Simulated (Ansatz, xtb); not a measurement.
## C5H6GeOS: which of two isomers lies lower

Structure a: `O=Cc1ccs[c]1[GeH3]`, a singlet. Structure b: `O=Cc1csc[c]1[GeH3]`, a singlet. Both are isolated molecules in the gas phase, relaxed with B3LYP/def2-SVP, each in the lowest conformer that the search found.

a (Å):

```yaml
atoms:
  - { symbol: C, position_ang: [2.4612, 1.1245, -0.4920] }
  - { symbol: C, position_ang: [1.3162, 1.7389, 0.1958] }
  - { symbol: C, position_ang: [1.4323, 2.5845, 1.3478] }
  - { symbol: C, position_ang: [0.2173, 3.0278, 1.7966] }
  - { symbol: C, position_ang: [0.0016, 1.5477, -0.2217] }
  - { symbol: Ge, position_ang: [-0.6446, 0.4796, -1.7391] }
  - { symbol: O, position_ang: [2.3683, 0.4075, -1.4683] }
  - { symbol: S, position_ang: [-1.0708, 2.4133, 0.8131] }
  - { symbol: H, position_ang: [3.4640, 1.3599, -0.0533] }
  - { symbol: H, position_ang: [2.3842, 2.8456, 1.8147] }
  - { symbol: H, position_ang: [0.0045, 3.6775, 2.6449] }
  - { symbol: H, position_ang: [-2.1841, 0.6339, -1.7194] }
  - { symbol: H, position_ang: [-0.0963, 1.0360, -3.0610] }
  - { symbol: H, position_ang: [-0.2812, -1.0002, -1.5492] }
```

b (Å):

```xyz
14

C     2.3865    0.6629   -0.6006
C     1.6107    1.6935    0.1034
C     2.1976    2.6421    0.9192
C    -0.2634    2.8763    0.7840
C     0.1746    1.8248    0.0203
Ge   -1.0308    0.6813   -1.0273
O     1.8968   -0.1812   -1.3222
S     1.0333    3.7048    1.5980
H     3.4924    0.6975   -0.4304
H     3.2581    2.7561    1.1452
H    -1.2869    3.2249    0.9237
H    -0.9807   -0.7766   -0.5428
H    -0.7241    0.7740   -2.5307
H    -2.4486    1.2477   -0.7685
```

Energies in hartree; the thermal terms are from GFN2-xTB frequencies at re-optimised GFN2-xTB minima (ideal gas, soft modes damped towards free rotors, one conformer each, 298.15 K, 1 atm) and include the zero-point energy:

```
                               a            b
E, CCSD(T)/def2-SVP  −2741.259211  −2741.258220
    E, MP2/def2-SVP  −2741.169327  −2741.167652
  E, MP2/def2-TZVPP  −2742.130406  −2742.128680
  zero-point energy      0.086786      0.086464
       H(298 K) − E      0.096424      0.096117
       G(298 K) − E      0.052599      0.052247
```

Task: Correct the CCSD(T) difference for the basis set by the MP2 change, then work out ΔE, ΔE₀, ΔH and ΔG for a → b in kJ/mol (1 Eh = 2625.50 kJ/mol) and the equilibrium ratio [b]/[a].

Result: 1. Differences b − a: CCSD(T) +0.000991, MP2 in the small set +0.001675, MP2 in the large set +0.001726 Eh.
2. ΔE = +0.000991 + (+0.001726 − (+0.001675)) = +0.001042 Eh = +2.74 kJ/mol.
3. ΔE₀ = ΔE + ΔZPE = +0.001042 + (−0.000322) Eh = +1.89 kJ/mol.
4. ΔH = ΔE + (−0.000307) Eh = +1.93 kJ/mol.
5. ΔG = ΔE + (−0.000352) Eh = +1.81 kJ/mol, so ΔS = (ΔH − ΔG)/T = +0.4 J/(mol K).
6. kT = 0.9442 mEh, so K = [b]/[a] = exp(−ΔG/kT) = exp(−0.73) ≈ 0.48.

The two are too close for this level to say which is favoured. An error of 4 kJ/mol in ΔG would change K by a factor of 5. Mirror images and further conformers aren't counted.

As drawn, both hold the same kinds of bond in the same numbers.

Other levels gave ΔE = +7.3 (GFN2-xTB); +4.4 (HF/STO-3G, GFN2-xTB geometries); +4.2 (r2SCAN-D4/def2-SVP, GFN2-xTB geometries); +2.7 (B3LYP/def2-SVP); +1.8 (HF/def2-SVP); +4.4 (MP2/def2-SVP); +2.6 (CCSD(T)/def2-SVP) kJ/mol. The correlated steps freeze 20 core orbitals; the filled d shell of Ge is correlated, in a basis made for valence electrons. Programs: Ansatz 0.2.0, xtb 6.7.1.

The two thiophenes differ in where the germyl group sits: next to sulfur in a, one carbon further away in b, with the formyl group on a β carbon in both. Every electronic level listed puts a lower, but only slightly, and the thermal terms narrow the gap further. The small difference makes sense because both isomers keep the aromatic ring, the conjugated aldehyde and a carbonyl oxygen turned towards germanium, opposite a Ge–H bond. Any weak O···Ge attraction, with the oxygen lone pair donating into the Ge–H σ* orbital, should therefore largely cancel. What remains probably reflects the α carbon's better ability to carry the negative charge that electropositive germanium pushes onto it, helped by the neighbouring sulfur. The shorter formal double bond between the substituted carbons in a may also tighten the O···Ge contact, but the energies don't separate these effects. Since interconversion would require moving a substituent around the ring, the computed ratio doesn't predict the product mixture of a synthesis.
